## Counting the points that carry the energy

Simple counting shows how much harm a coarse mesh can do in a metal such as copper. A mesh of N × N × N points in k space samples the electron waves of the crystal, and each point stands for 1/N³ of a band. If one point of a 4x4x4 mesh, with its two electrons, is given an energy 1 eV too high, the total rises by 2/64 eV, or about 30 meV per atom. On 13x13x13 the same mistake costs about 1 meV.

A size worth remembering follows from the results: for this copper cell, the energy error is roughly 10 eV divided by the number of mesh points. The product of the two lies between 10 and 14 eV for the four coarser meshes and drops to about 4 eV for 11x11x11. The rule gives a size only. The sign changes from mesh to mesh, and that makes the failure easy to misread.

## Results

Single-point calculations with Ansatz 0.2.0 for fcc copper (one-atom cell, edges 2.556 Å) use PBE, PAW potentials and no spin polarisation. The cutoffs are 450 eV for the waves and 1800 eV for the density, with Γ-centred k meshes and Fermi–Dirac smearing of 0.1 eV. Energies are free energies, smearing entropy included, relative to the 13x13x13 mesh.

| k mesh | energy less reference (meV/atom) |
| --- | --- |
| 4x4x4 | 160.65 |
| 5x5x5 | -97.72 |
| 7x7x7 | -36.01 |
| 8x8x8 | 28.15 |
| 11x11x11 | -2.82 |

All rows describe the same crystal with the same atoms, so every difference in energy comes from the sampling. The size of the difference from 13x13x13 falls from each listed mesh to the next, from 161 meV per atom to about 3 meV; the meshes in between are not shown and need not follow so steadily. The rows are a selection, which leaves out runs that failed or met a known fault of the program and some with graver warnings, so the steady fall may owe something to which meshes remain. The signs run plus, minus, minus, plus, minus. The notes supplied with the data call all these meshes coarse and warn of errors of up to 40 meV per atom. That figure comes from the data makers' tests on other systems; the runs themselves gave no such warning, so a run without warnings is no proof of a sufficient mesh. The two coarsest meshes differ from the reference by more than even that figure.

The lowest energy belongs to 5x5x5, one of the two worst meshes. A denser mesh does not have to lower the energy, because the variational principle compares trial states within one fixed problem, and each mesh poses a slightly different problem. Choosing the mesh with the lowest energy would here select an error of almost 100 meV per atom, roughly 10 kJ per mole of atoms.

Two pieces of identical copper, one computed on 4x4x4 and the other on 5x5x5, would appear to differ by 258 meV per atom. This is how the failure enters practical work: an energy of formation or of a phase change is a difference between cells, and cells of different shape may carry different meshes. Errors of opposite sign then add instead of cancelling.

## How the failure shows itself

A simple test is to refine the mesh once and see how far the energy moves. Here that test can mislead in both directions. From 5x5x5 to 7x7x7 the energy moves by 62 meV, although 5x5x5 is off by 98 meV; both errors are negative, so part of the error stays hidden. From 7x7x7 to 8x8x8 it moves by 64 meV, more than either mesh is off, because the errors have opposite signs.

A second sign lies in the smearing entropy, which the same calculations report. Smearing lets electrons spread over states close to the Fermi level, the energy up to which the band is filled. The entropy term therefore measures how many states lie there, which is a property of the crystal and should settle as the mesh grows. Instead it is 3 meV on 7x7x7 and 20 meV on 8x8x8, against 9 meV on the reference mesh.

The Fermi energy is a third sign. It spans 1.2 eV over the five meshes, although the crystal never changes. Most of this span comes from the two coarsest meshes, which lie about 0.5 eV above and 0.7 eV below the reference.

A jump in either quantity is a reason for distrust, but a reasonable value does not clear a mesh. The entropy term is 7.7 meV on both 5x5x5 and 11x11x11, while their energies differ from the reference by 98 and 3 meV. The Fermi energy of 7x7x7 is within 27 meV of the reference, yet its total energy is 36 meV per atom too low. Several meshes have to be compared, and the spread of their energies is more telling than any single step.

Extrapolating the energy to zero smearing does not repair the sampling. The extrapolated energies keep the sign of the difference in every row, and 4x4x4 remains 162 meV above the reference. The extrapolation assumes that many states lie near the Fermi level, and it still uses the same few points. Where a single group of equivalent points holds the partly filled states, their occupations hardly depend on the width, and the extrapolation is expected to remove only about half of the smearing term.

## Why a metal suffers from this

The calculation treats 19 electrons per atom, which fill nine bands and half of a tenth. A full band is easy to average. Its energy varies smoothly through k space and every point counts fully, so a modest mesh suffices. The tenth band is cut off at the Fermi surface, the boundary between filled and empty states, and a mesh cannot follow a sharp boundary that runs between its points.

Symmetry makes the sampling coarser still. Points that the symmetry of the crystal turns into one another have the same energy and form a star, with up to 48 members in copper. The electrons fill the mesh star by star, and the last star usually stays partly filled. The boundary of the filled region therefore moves in steps, and a new mesh places the stars at new distances from it.

The decrease with mesh size can be argued in three steps. Each mesh point stands for a small cell of k space, and the cells cut by the Fermi surface form a thin layer whose thickness shrinks as 1/N. The energies in this layer miss the Fermi energy by an amount that also shrinks as 1/N, which together gives 1/N². Whether a part of the surface makes the total too high or too low depends on where it passes between the mesh points. On a curved surface this changes from place to place, so the errors of different parts largely average out, and this supplies one more factor of 1/N.

For a sharp boundary the result is an envelope that falls as 1/N³, with an error that swings between plus and minus inside it; smearing makes it fall faster once the stars lie as close together as the smearing width. Doubling the mesh edge should then shrink the envelope about eightfold. From 4x4x4 to 8x8x8 the computed difference itself shrinks by 161/28, or about six. A single mesh can lie well inside the envelope when its error happens to be passing through zero, so one small difference is weak evidence of convergence.

Smearing would damp these swings if it were wide enough to share electrons among several stars. In the simple picture worked out below, the partly filled star on 5x5x5 lies more than 1 eV from the next star on either side. A smearing width of 0.1 eV would hardly move electrons across such gaps. In copper itself some stars lie closer together and do share electrons, as the large entropy term of 8x8x8 shows, yet that mesh is still 28 meV off.

## One estimate worked in full

The argument can be tested without adjusting anything. The half-filled band is replaced by one free electron per atom, whose energy grows with the square of its distance from the centre of k space. The full bands are left out on the assumption that they are sampled well. Deeper down, copper's real band mixes with the d states, but the sampling error arises at the Fermi surface, where a free electron is a fair first picture. A fixed potential is enough as well: the total energy is stationary with respect to small changes of the electron density, so to first order its sampling error is the error in the band energies summed at that fixed potential. The band sums reported by the runs cannot serve here, because each belongs to its own self-consistent potential; on the three coarsest meshes they even shift in the direction opposite to the total energy.

In a face-centred cubic crystal with cube edge a, the mesh points lie at (2π/a)(h, k, l)/N, where h, k and l are whole numbers, all even or all odd. With s = h² + k² + l², the energy of a point is

E = E₀ s/N², with E₀ = 3.81 eV Å² × (2π/3.615 Å)² = 11.51 eV.

The 5x5x5 mesh has 125 points, and half of them, 62.5, must be filled. Going outward, the stars with s = 0, 3, 4, 8, 11 and 12 contain 1, 8, 6, 12, 24 and 8 points. These 59 points contribute 504 to the sum of s. The remaining 3.5 go into the next star, at s = 16, and add 56.

With two electrons to a point, the energy per atom is

2 × 11.51 eV × 560/5⁵ = 4.125 eV.

The same count on 13x13x13 gives a sum of 68172 and an energy of

2 × 11.51 eV × 68172/13⁵ = 4.227 eV.

The estimate therefore puts 5x5x5 about 0.10 eV per atom below the reference. The full calculation gives 98 meV below.

The sign cannot be read from the last star alone. In units of E₀, the free-electron Fermi level lies at 0.61. The last star lies above it both on 4x4x4, at 11/16, and on 5x5x5, at 16/25, yet the two errors have opposite signs. What counts is how well all the filled points together imitate a filled sphere, so the sum has to be carried out.

## Where the estimate holds and where it fails

For the three coarsest meshes the free-electron count gives the right sign and the right order of size. It yields −41 meV for 7x7x7, where the calculation has −36 meV. For 4x4x4 it yields +247 meV against a computed +161 meV, which is too large by half. This supports the view that the large errors, and their change of sign, come mainly from filling a sharply bounded region with discrete points.

It fails for 8x8x8. There it predicts a difference of only −3 meV, while the calculation gives +28 meV. For 11x11x11 it predicts almost no difference, where the calculation has −3 meV. A free-electron sphere is thus too crude once effects of some tens of meV matter, and smearing it by 0.1 eV is not expected to close the gap on 8x8x8. It also misses the Fermi energy of 5x5x5, which it places above that of the reference mesh, while the calculation has it 0.7 eV below. The close agreement of the energies for 5x5x5 and 7x7x7 should therefore not be taken as a measure of its accuracy.

One known flaw of the sphere is its shape. The real Fermi surface of copper bulges into necks that reach the zone boundary at the points called L. On 4x4x4 the sphere leaves the four L points empty and puts five points' worth of electrons into a star of 24. In copper the L states lie below the Fermi level and would be filled first, leaving only one point's worth for that star. The entropy term can test this, because only partly filled points contribute to it. At a smearing width of 0.1 eV, one point's worth of electrons in a star of 24 should give about 13 meV, and five points' worth about 38 meV. The run reports 13 meV, which supports the filling with L occupied and makes the necks a likely cause of part of the overshoot.

The same test shows that the sphere also fills 8x8x8 wrongly. Its last shell there holds 30 points, which could give at most about 8 meV, while the run reports 20 meV. A star of 48 points lies only about 0.2 eV lower and would share electrons at this smearing, but the sphere leaves just three points' worth empty among the two, so its entropy term should stay at a few meV. Copper must therefore share its electrons among more points than that shell holds. Which points these are, and how much of the miss in energy they explain, cannot be told from the entropy alone. Even on 5x5x5, where the energy agrees so well, the sphere's last star of six points could give at most 6.7 meV, while the run reports 7.7 meV. The filling there is not quite that of the sphere either.

The reference mesh obeys the same rules as the others. An error of 10 to 14 eV divided by its 2197 points would be about 5 or 6 meV per atom, and the free-electron sum on this mesh, without smearing, misses its own exact integral by a similar 8 meV, a size that smearing should reduce somewhat. The 3 meV between 11x11x11 and 13x13x13 is therefore the distance between two meshes, and the remaining error of either may be larger. If a decision depends on a few meV per atom, these results do not yet show that 13x13x13 is dense enough.
